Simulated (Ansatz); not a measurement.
## From Cl to I: the HOMO–LUMO gap

Gas-phase molecules, one atom swapped for its congeners: In(CH3)Cl2; In(CH3)BrCl; In(CH3)ClI. All are singlets with charge 0.

Shapes, held fixed at every level: PBE0-D4/def2-TZVP. Programs: Ansatz 0.2.0. Values in eV.

Q: How should the HOMO–LUMO gap change along the series?

A: At wB97M-V/def2-TZVPP the HOMO–LUMO gap falls at every step, from 10.74 to 9.69 eV. Every level shows the same order. For atoms past krypton def2 sets carry core potentials with scalar relativity. Relativity is left out for Br. Orbital gaps aren't excitation energies, and the LUMO depends on the basis.

```csv
level,In(CH3)Cl2,In(CH3)BrCl,In(CH3)ClI
SPW92/def2-TZVPP,4.62,4.28,3.78
PBE-D4/def2-TZVPP,4.74,4.40,3.90
BHLYP-D4/def2-TZVPP,8.80,8.40,7.64
r2SCAN0-D4/def2-TZVPP,7.26,6.86,6.18
wB97X-V/def2-TZVPP,11.15,10.78,10.05
wB97M-V/def2-TZVPP,10.74,10.39,9.69
```

Replacing one chlorine with bromine narrows the gap modestly, and going on to iodine narrows it more, with the second step the larger at all six levels. The likely origin is the occupied side. Halogen np lone pairs rise in energy down the group as the valence shell becomes more diffuse and less tightly bound, while the LUMO, probably the empty In 5p orbital mixed with antibonding In–ligand character, should respond less. The uneven steps suggest a change in HOMO character: in the dichloride, the In–C σ bond probably competes with the chlorine lone pairs for the highest level, whereas in the iodide an iodine 5p lone pair should lie clearly on top.

The ordering is therefore well supported, but the absolute gap is not, since it runs from 4.62 to 11.15 eV for the dichloride alone, probably mostly reflecting how much exact exchange each functional includes and at what range. Spin-orbit coupling, which would split the iodine lone-pair levels, would be expected to reinforce the trend rather than reverse it.
